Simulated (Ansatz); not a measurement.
# Collinear magnetic orders of CuAs2O4 with PBEsol+U: relative energies and shell couplings

In CuAs2O4 each Cu²⁺ ion has nine d electrons and so one hole, which carries the spin. The Cu ions form chains in which neighbouring oxygen polyhedra share edges, and As³⁺ with its lone pair sits between the chains. Such chains serve as models of low-dimensional magnetism, and the sign of their couplings decides whether a material has a net magnetization. The question is which collinear order is lowest, and whether a few pair couplings reproduce the energies of the others. The energies are computed with PBEsol and U = 6 eV on Cu at fixed measured atomic positions, and are given per Cu atom relative to the parallel order.

## Computational details

One system, CuAs2O4 (P4_2/mbc), 28 atom(s) a primitive cell, from measured cells of the Crystallography Open Database (measured order: ferro (arxiv:1401.3400)). Ansatz 0.2.0, plane waves with default PAW datasets, cutoff 420 eV, Fermi-Dirac smearing of 0.02 eV, k meshes whose coarsest spacing along a reciprocal vector is 0.19 1/Å over all runs (2π included). Functional: PBEsol with Hubbard U (eV) Cu 6; collinear spins, no spin-orbit coupling. Atoms are fixed. Each order is started from typed moments on Cu, in the primitive cell and on the same 4x4x6 mesh; only runs that kept their pattern of signs are listed. Runs that did not converge or carry a known fault are not listed. The same in all rows: sum of e_i.e_j over the 2 Cu neighbours at 5.57 Å, mean over magnetic atoms (+1 parallel, -1 opposed): 2.0; metal or insulator in the row's run, judged by its smearing entropy or density of states at the Fermi energy (a gap under a few smearing widths counts as a metal): insulator.

Notes on method and selection:

- In a Heisenberg model with E = -sum over ordered pairs of J e_i.e_j, the energy per magnetic atom is E0 less the sum over shells of J times the listed sum; further shells and changes of moment size are outside it.
- Each state is what a run reaches from typed starting moments; only a few collinear orders were started, so the lowest found need not be the ground state. Spin-orbit coupling is left out of these energies, which are free energies at the smearing width. A magnetic atom is one that was given a starting moment.
- Site moments count the spin inside each program's own atomic sphere, so they depend somewhat on its radius and leave out the spin between the spheres.
- Under the Hubbard U the parallel order was started from atomic orbitals, and the other orders from the orbital occupations of the lowest run so far, without an orbital search of their own.
- Ansatz's own search for a lower self-consistent state was left at its default for the parallel order and switched off for the other orders, so those may rest in a state that is not the lowest for their pattern of moments.
- The shell on the horizontal axis is the one of the three whose sum correlates best with the energies.
- Runs that did not converge, have known faults or may not be shown are not listed, and runs on Ansatz's PAW sets soft_1 and soft_2 are kept to separate tables.

Columns:

- shell at 2.79 Å: sum of e_i.e_j over the 2 Cu neighbours at 2.79 Å, mean over magnetic atoms (+1 parallel, -1 opposed).
- shell at 6.08 Å: sum of e_i.e_j over the 4 Cu neighbours at 6.08 Å, mean over magnetic atoms (+1 parallel, -1 opposed).
- moment (μB): largest site spin moment.
- net moment (μB): size of the net spin moment per magnetic atom.
- energy (meV): energy less that of the parallel order, per magnetic atom.

Input lines of one member:

```
magnetization:
  spin_polarized: true
kpoints:
  mp_grid: { grid: [4, 4, 6] }
hamiltonian:
  xc: pbesol
  hubbard: { sites: [{ species: Cu, l: d, u_eff: 6.0 }] }
scf:
  occupations: { method: fermi_dirac, width: 0.02 }
```

Command (options for logging and memory left out): `ansatz run input.yaml`

## Numbers

| member | shell at 2.79 Å | shell at 6.08 Å | moment (μB) | net moment (μB) | energy (meV) |
| --- | --- | --- | --- | --- | --- |
| opposed ++-- | −2 | −4 | 0.673 | 0.0 | 7.07 |
| opposed +--+ | −2 | 4 | 0.672 | 0.0 | 7.67 |
| partly opposed +++- | 0 | 0 | 0.673 | 0.5 | ? |
| parallel ++++ | 2 | 4 | 0.670 | 1.0 | 0.00 |
| opposed +-+- | 2 | −4 | 0.669 | 0.0 | 0.73 |

Cells marked ? are withheld until the estimate has been made.

## The trend and its physics

The parallel order is the lowest of the four with a shown energy, in agreement with the measured ferromagnetic order. Its lead over +-+- is only 0.73 meV, and it alone had a search for a lower self-consistent state, which may favour it slightly.

The energies fall into two groups according to the neighbours at 2.79 Å. With these parallel, the mean is (0.00 + 0.73) / 2 = 0.365 meV; with them opposed, it is (7.07 + 7.67) / 2 = 7.37 meV. The listed sum changes by 4 between the groups, so the coupling is J = (7.37 − 0.365) / 4 = 1.75 meV, ferromagnetic. The sign is the one expected for Cu–O–Cu angles near 90°: the holes of two neighbouring Cu ions then reach different p orbitals of the shared oxygen, antiferromagnetic superexchange is weak, and Hund's coupling on the oxygen favours parallel spins.

The shell at 6.08 Å adds almost nothing. Its fitted coupling is [(0.73 + 7.07) − (0.00 + 7.67)] / (2 × 8) = 0.008 meV, and the fit with both shells still misses every energy by 0.33 meV. If each order is left out in turn, this fit misses each by (0.73 + 7.67) − (0.00 + 7.07) = 1.33 meV, against 0.60 to 0.73 meV for the 2.79 Å shell alone and roughly 4 to 5 meV for the mean of the others. One coupling therefore accounts for most of the spread, and the second is not supported.

The third shell, at 5.57 Å, joins Cu atoms one lattice vector apart along the chain. They are parallel in every order, so their coupling drops out of all energy differences. In edge-sharing copper chains this coupling is often antiferromagnetic and can favour a spiral, a possibility that these collinear orders in the primitive cell leave open.

## An estimate before looking

Plain estimates from the members shown:

- partly opposed +++-, mean of the 4 members shown: 3.87 meV, standard deviation 3.5

For +++- the mean of the four shown energies is more than a default guess: it is what a model of pair couplings requires. The four Cu sites of the cell can be paired in three ways: 1–3 with 2–4 (the 2.79 Å shell), 1–4 with 2–3 (the 6.08 Å shell), and 1–2 with 3–4 (more distant neighbours). In +++- each pairing contains one parallel and one opposed pair, so its contributions cancel if the two pairs are equivalent by symmetry. Over the four shown orders each pairing is parallel twice and opposed twice, and cancels as well. The energy is then

$E = (0.00 + 0.73 + 7.67 + 7.07) / 4 = 3.87$ meV.

The 0.33 meV misses of the two-shell fit have the sign pattern of the third pairing: ++++ and ++-- lie below the fit, +-+- and +--+ above it. A weak ferromagnetic coupling between more distant neighbours would produce this, and it too would cancel in +++-.

No shift is applied for moment size, since the largest moment, 0.673 μB, lies within the range of the other rows. What remains uncertain is a term in the product of all four spins, which is positive in every shown order and negative in +++-, and the missing orbital search. The shown rows give no direct measure of either, so the 0.33 meV departure from the two-shell fit is taken as the scale of the error.

**Committed estimate, partly opposed +++-: energy = 3.9 ± 0.3 meV.**

## The answer

| member | shell at 2.79 Å | shell at 6.08 Å | moment (μB) | net moment (μB) | energy (meV) |
| --- | --- | --- | --- | --- | --- |
| partly opposed +++- | 0 | 0 | 0.673 | 0.5 | 3.87 |

| member | estimate | energy (meV) | computed | estimate − computed | miss in error bars |
| --- | --- | --- | --- | --- | --- |
| partly opposed +++- | committed | 3.90 | 3.87 | +0.03 | 0.1 |
| partly opposed +++- | mean | 3.87 | 3.87 | 0.00 |  |

The computed energy of +++-, 3.87 meV, lies well inside the error bar of the estimate, 3.9 ± 0.3 meV. The estimate is no better than the plain mean, because it is that mean, rounded.

The cancellation of the pair couplings held. The mean of the other four energies is also 3.87 meV, so a term in the product of all four spins, which would shift +++- away from this mean, is not visible at the printed precision. The error bar was too wide. It was taken from the misses of the two-shell fit, although the pair coupling suspected behind those misses cancels in +++- as well.

The result supports a description by pair couplings, but says nothing about their signs or sizes, since any set of them would put +++- at the mean. The ferromagnetic sign of the coupling at 2.79 Å rests on the other four orders.

## Exceptions

Least-squares fits to the whole series, with x = shell at 2.79 Å; R² and errors in the fitted variable (y, or ln y where the fit is in ln y):

| y | members | fit | R² | rms residual | leave-one-out rms | the same for the mean of the others |
| --- | --- | --- | --- | --- | --- | --- |
| energy (meV) | 5 | y = 3.868 − 1.751 x | 0.99 | 0.30 | 0.54 | 3.9 |

Largest departures from the fit to the whole series:

| member | energy (meV) | fit | computed − fit | in rms residuals |
| --- | --- | --- | --- | --- |
| parallel ++++ | 0.00 | 0.37 | −0.37 | 1.2 |
| opposed +-+- | 0.73 | 0.37 | +0.36 | 1.2 |
| opposed +--+ | 7.67 | 7.37 | +0.30 | 1.0 |
| opposed ++-- | 7.07 | 7.37 | −0.30 | 1.0 |

No order stands out from the one-shell fit: the four largest departures are all between 0.30 and 0.37 meV in size. Their signs do form a pattern, with ++++ and ++-- below the line and +-+- and +--+ above it.

This fits a weak ferromagnetic coupling between Cu atoms on neighbouring chains that are also displaced by one step along the chain, at about $\sqrt{6.08^2 + 2.79^2} = 6.7$ Å. Each Cu has eight such neighbours, parallel in the first two orders and opposed in the others. The coupling is then [(0.73 + 7.67) − (0.00 + 7.07)] / (2 × 16) = 0.04 meV, with any more distant shells of the same sign pattern included. The missing search for a lower state is a less likely cause, because ++-- and +--+ both lacked it and still differ by 0.60 meV.

## Closing remarks

The parallel order is the lowest of the five. The 2.79 Å coupling alone reproduces the energies with a leave-one-out error of 0.54 meV, against 3.9 meV for the mean of the others. Of the three listed shells, the one at 6.08 Å adds little and the one at 5.57 Å is constant; the remaining misses are consistent with a weak coupling near 6.7 Å, though with a third pairing added the four orders other than +++- are matched exactly by construction.

For a spin-1/2 model with $H = -J_b\,\mathbf{S}_i\cdot\mathbf{S}_j$, each bond counted once, the slope gives $J_b$ = 8 × 1.751 = 14.0 meV, or 14.0 × 11.6 = 162 K, ferromagnetic at this U.

The coupling at 5.57 Å, which these orders cannot give, could change the true ground state. For a classical chain on its own, a spiral replaces the parallel order once this coupling is antiferromagnetic and exceeds a quarter of the nearest-neighbour one, 1.751 / 4 = 0.44 meV in the convention of the fit.

[Logs are printed without paths, hosts, clocks, repeated set-up lines and the standing remarks that a program may print on its own settings, such as how far it seeks lower states.]
